All five dimers have the same valence electron count: each atom brings one s electron, the two fill one bonding σ orbital, and the bond order is one. What changes down the group is the size of that orbital. Far from the nucleus the valence electron sees a net charge of +1, so it behaves as in hydrogen with an effective quantum number n*, fixed by the ionisation energy I through I = Ry/n*², where Ry is the Rydberg energy. Its mean radius scales as n*²a₀ and the decay length of its tail as n*a₀, with a₀ the Bohr radius. If the mean radius alone set the bond length r_e, it would be a fixed multiple of n*²a₀.

PySCF 2.14.0, CCSD/def2-SVPD on closed-shell RHF references, without spin-orbit coupling, for singlet H2 and alkali dimers; only the Na 1s orbitals are frozen, and ECP marks scalar-relativistic core potentials. Constants come from Dunham fits to the bond curves for the main isotopes; D_e is relative to neutral ground-configuration atoms, without counterpoise correction.

| molecule | Z of the varied atom | relativity | r_e (Å) | ω_e (cm⁻¹) | force constant (mdyn/Å) | D_e (eV) | reduced mass (u) |
| --- | --- | --- | --- | --- | --- | --- | --- |
| H2 | 1 | non-relativistic | 0.760 | 4366 | 5.66 | 4.52 | 0.5 |
| Li2 | 3 | non-relativistic | 2.779 | 319 | 0.21 | 0.88 | 3.5 |
| Na2 | 11 | non-relativistic | 3.211 | 151 | 0.15 | 0.70 | 11.5 |
| Rb2 | 37 | ECP | 4.339 | 51 | 0.07 | 0.31 | 42.5 |
| Cs2 | 55 | ECP | 4.776 | 38 | 0.06 | 0.31 | 66.5 |

The table refutes the pure scaling: r_e grows 6.3-fold from H2 to Cs2, while n*² grows only 1.87² = 3.5-fold. The alkali atoms have a second length, the radius of the closed-shell core, from which the Pauli principle keeps the bonding pair out. The rows share one state and may be read as one trend: the runs give closed-shell singlets throughout, each the lowest solution that a PBE0 search found, and the separated atoms are clean doublets with ⟨S²⟩ = 0.750, so their broken-symmetry description does no visible harm.

The simplest way to let both lengths act is to add them, with the cation radius r_ion for the core and zero for hydrogen:

r_e ≈ a·n*²a₀ + b·r_ion

The constants were fitted to all five rows, with I and r_ion as rough recalled values of two figures. For Na2, a row inside the fit, I ≈ 5.1 eV and r_ion ≈ 1.0 Å give:

n* = 1.63, n*²a₀ = 2.66 × 0.53 Å = 1.41 Å

r_e ≈ 1.43 × 1.41 Å + 1.23 × 1.0 Å = 2.02 Å + 1.23 Å ≈ 3.25 Å, about 1 % above the computed 3.211 Å

The sum holds every row within 2 % of the computed r_e, about what the rounding of the recalled inputs allows for the heavier atoms. Without the core term the errors run from 38 % too long for H2 to 24 % too short for Cs2. Two constants on five rows prove no cause, and the constants trade against each other: fitted to the alkalis alone they shift, and H2 comes out 13 % short. The fit shows that n*²a₀ alone fails and that adding a core length is enough, not that this is the only possible remedy. The printed output after this text holds the row-by-row figures.

## H2 to Li2: the core appears

This is the largest step of the series, a factor of 3.66 in r_e. The 2s orbital of lithium must be orthogonal to the 1s core, which gives it a radial node and pushes its density outward, so that n* rises from 1 to about 1.6. That alone would lengthen the bond some 2.5-fold, and in the model the core term supplies the rest. This reading comes from standard orbital theory, and the numbers agree with it without isolating it.

The dissociation energy D_e, the depth of the well below the separated atoms, drops from 4.52 to 0.88 eV. Part of this is the lower energy scale, but D_e/I also halves, from 0.33 to 0.16. In H2 the pair can gather close to two bare protons. In Li2 it is barred from both cores and spreads thinly over a large region where the screened attraction is weak, which theory gives as the reason for the poorer yield.

The harmonic wavenumber ω_e mixes two things, since ω_e = √(k/μ)/2πc, with k the force constant (the curvature of the bond curve at r_e) and μ the reduced mass. This relation is built into the calculation and tests nothing, but it splits each step cleanly when the unrounded k and μ of the runs are used. Here ω_e falls 13.7-fold, as 5.19 from the softer bond times 2.64 from the mass. It is the only step of the four in which stiffness outweighs mass.

H2 also serves as the calibration row. CCSD is exact for two electrons within the basis, so the gap between its D_e and the measured value, roughly 4.7 eV as recalled, is essentially the error of a small basis. Hydrogen atoms have no correlation energy, so the 0.98 eV found in the molecule goes wholly into binding. Correlation lengthens this bond by 0.013 Å against Hartree-Fock, the standard effect of mixing in the antibonding σ orbital to keep the two electrons apart.

## Li2 to Na2: a new shell, little change

The nuclear charge Z goes from 3 to 11 and the valence shell from 2s to 3s, yet n* grows by a factor of only 1.03. An s electron penetrates the core and there feels a much larger charge, and this quantum defect cancels nearly all of the added shell. The valence size is therefore almost unchanged, and the model assigns most of the growth of r_e, a factor of 1.16, to the larger core.

With similar orbitals come similar bonds: k falls by a factor of 1.36 and D_e by 1.26. The halving of ω_e is misleading as a measure of bonding, because mass supplies a factor of 1.81 and stiffness only 1.16. From here down, the fall of ω_e is mainly a record of heavier nuclei.

One limit begins to bite in this stretch. The two 1s orbitals of Na2 are frozen, so it correlates 18 electrons, while Li2 correlates all six. Even so the correlation energy of Na2 is 0.028 hartree, smaller than that of two-electron H2, which shows that this basis barely correlates the sodium 2s2p shell. Its bond shortens by just 0.026 Å from Hartree-Fock, the smallest shift among the alkali rows.

## Na2 to Rb2: two periods and a change of treatment

This step runs from 3s to 5s, and r_e grows 1.35-fold while k and D_e each fall by more than a factor of two. It also crosses from the non-relativistic rows to those marked ECP, where a core potential replaces the inner electrons and carries scalar relativity. Relativity and the larger atom change together, so the table cannot tell their shares apart.

The growth of r_e is already present without correlation: the Hartree-Fock curves of the same runs lengthen at each step, and from 3.237 to 4.531 Å here. Correlation shortens all four alkali bonds, Rb2 by 0.19 Å and Cs2 by 0.28 Å. It so damps the growth from Na2 down, though it slightly steepens the step from Li2 to Na2. Theory ascribes the large shifts to core polarisation: a big, soft outer core responds to the valence electron and draws it inward. Since rubidium's outer core is correlated far more fully than sodium's, the two rows are not treated evenly.

The drop in D_e is exaggerated. Against rough recalled measurements, Na2 reaches about 0.9 of its well depth, Rb2 about 0.6 and Cs2 about 0.7. A likely but untested cause is the lack of connected triple excitations in CCSD together with the small basis, which would hurt most where many core electrons correlate with the bonding pair. Li2, with only six electrons to correlate, also reaches just 0.8 or so, which suggests that the small basis alone costs a good part. Basis superposition, uncorrected here, makes wells look deeper and so cannot explain the shortfall.

## Rb2 to Cs2: length moves, depth ties

In relative terms the step in length is the smallest of the series, a factor of 1.10, as the slow growth of n* and of the core would have it. The force constant eases by a factor of 1.17 in the unrounded values; the printed 0.07 and 0.06 are too coarse to establish this, though their ratio happens to agree. D_e does not move: the two wells differ by 0.3 meV, within the rounding of the energies. With both rows strongly underbound, each with its own core potential and basis, the tie earns no physical cause and the order of the two depths is unresolved. Spin-orbit coupling is left out of every row. The warning that it matters for Cs2 comes from the data makers' tests on other systems, not from these runs. A closed-shell Σ state and ²S atoms have no first-order splitting, so only higher-order shifts are at stake.

## Why the curves are not copies

If the five bond curves were stretched copies of one curve, a single length r would set them all, with k ∝ r⁻³ for a Coulomb energy scale and r⁻⁴ for a kinetic one. A power law fitted to all five rows has an exponent near 2.5 and stays within 6 % of each k, closer than Badger's linear form for k^(−1/3), which misses H2 by 13 %. The exponent is an empirical summary, and it lies below both one-length values: long bonds are stiffer than their length suggests. The dimensionless ratio k·r_e²/2D_e, constant for scaled copies, climbs at each step, from 2.3 in H2 to 12.9 in Cs2, though the too shallow wells of Rb2 and Cs2 inflate their values.

Lengths that grow at different rates offer an explanation. The minimum moves outward with the valence size n*²a₀ and with the core, while the width of the well is expected to follow the decay length n*a₀ of the valence tails, which grows more slowly. A width defined as √(2D_e/k) grows only from 1.16 Å in Li2 to 1.33 Å in Cs2, and stays at 1.3 to 1.4 times n*a₀ in the four alkali rows, against 0.96 in H2, so the proportionality does not carry over to the row without a core. The steadiness among the alkalis leans on the doubtful depths of Rb2 and Cs2, and deeper wells would raise their ratio of width to n*a₀, so only the slow growth of width against length is secure.

The coinage-metal dimers of group 11 have the same count, one σ pair from two s¹ atoms, and the same reasoning points the other way. The table holds none of them, and K2 is missing too, so what follows is general knowledge and not a result of these runs. Their filled d shell screens the nucleus poorly, so the ionisation energy is higher, n* smaller and the s orbital far more compact than in the alkali of the same period. The bonds are accordingly shorter, stiffer and deeper, helped by a d shell that takes part in bonding and is no inert core. In gold, relativistic contraction of the 6s orbital is known to reverse the growth, making Au2 shorter than Ag2, whereas the alkali lengths rise without a break.

Printed output of the fit:

```
HF vs CCSD: r_HF, r_CCSD, shift (A); k_HF, k_CCSD (mdyn/A); E_corr at r_e (Eh, eV)
H2    0.747  0.760 +0.013   6.235   5.658  -0.036  -0.98
Li2   2.857  2.779 -0.078   0.217   0.210  -0.033  -0.89
Na2   3.237  3.211 -0.026   0.163   0.155  -0.028  -0.77
Rb2   4.531  4.339 -0.192   0.068   0.065  -0.138  -3.75
Cs2   5.054  4.776 -0.278   0.054   0.056  -0.106  -2.90
identity sqrt(k/mu): largest gap to table omega_e 0.44 1/cm (rounding 0.5)
rounding of table k (%): [0.1 2.4 3.3 7.1 8.3]  of mu (%): [10.   1.4  0.4  0.1  0.1]
step factors: r_e up, n* up, omega_e down = from k x from mass, k down, D_e down, -dlnk/dlnr
H2->Li2: 3.66 1.59 13.69 = 5.19 x 2.64 26.94 5.12 2.54
Li2->Na2: 1.16 1.03 2.11 = 1.16 x 1.81 1.36 1.26 2.11
Na2->Rb2: 1.35 1.10 2.97 = 1.54 x 1.92 2.38 2.27 2.88
Rb2->Cs2: 1.10 1.04 1.35 = 1.08 x 1.25 1.17 1.00 1.63
H2->Cs2: 6.28 1.87 115.77 = 10.08 x 11.48 101.63 14.70 2.51
Li2->Cs2: 1.72 1.18 8.45 = 1.94 x 4.35 3.77 2.87 2.45
A: r = a n*^2 a0, a = 1.98;  B: plus b r_ion, a = 1.43, b = 1.23
B fitted to alkalis only (H2 has no core): a = 1.25, b = 1.45
row: n*, r_e/(n*^2 a0), error % of A, B, B alkali-only; % from rounding of recalled inputs
H2    1.00  1.44  +37.5   -0.6  -12.7   0.0
Li2   1.59  2.08   -5.2   +2.0   -0.1   0.7
Na2   1.63  2.27  -13.2   +0.9   +0.3   2.0
Rb2   1.80  2.53  -22.0   -1.2   -0.3   1.6
Cs2   1.87  2.59  -23.7   -1.2   +0.1   1.5
worst rows: A H2, B Li2
k ~ r^-p: p = 2.53 all rows, 2.55 alkalis; Badger k^(-1/3) = 0.520 r + 0.193
row: k r^3/e^2, error % power law, Badger; k r^2/2D_e; Morse width (A); width/(n* a0)
H2    1.08   +0.3  -13.0    2.3  0.51  0.96
Li2   1.95   +1.4   +8.5    5.7  1.16  1.38
Na2   2.22   -4.6   +0.0    7.1  1.20  1.39
Rb2   2.30   +6.0   +4.7   12.4  1.23  1.29
Cs2   2.63   -2.8   -6.2   12.9  1.33  1.35
D_e ~ r^-q, alkalis only: q = 2.14; scaled copies of one curve would need p = q + 2
row: D_e table, from run energies (eV), error % of r^-q, D_e/I, D_e/rough recalled value
H2    4.52  4.521   +220  0.33  1.0
Li2   0.88  0.883     +2  0.16  0.8
Na2   0.70  0.698     -5  0.14  0.9
Rb2   0.31  0.307    +13  0.07  0.6
Cs2   0.31  0.307     -8  0.08  0.7
D_e(Cs2) - D_e(Rb2) = +0.3 meV (rounding of run energies about 0.5 meV)
```
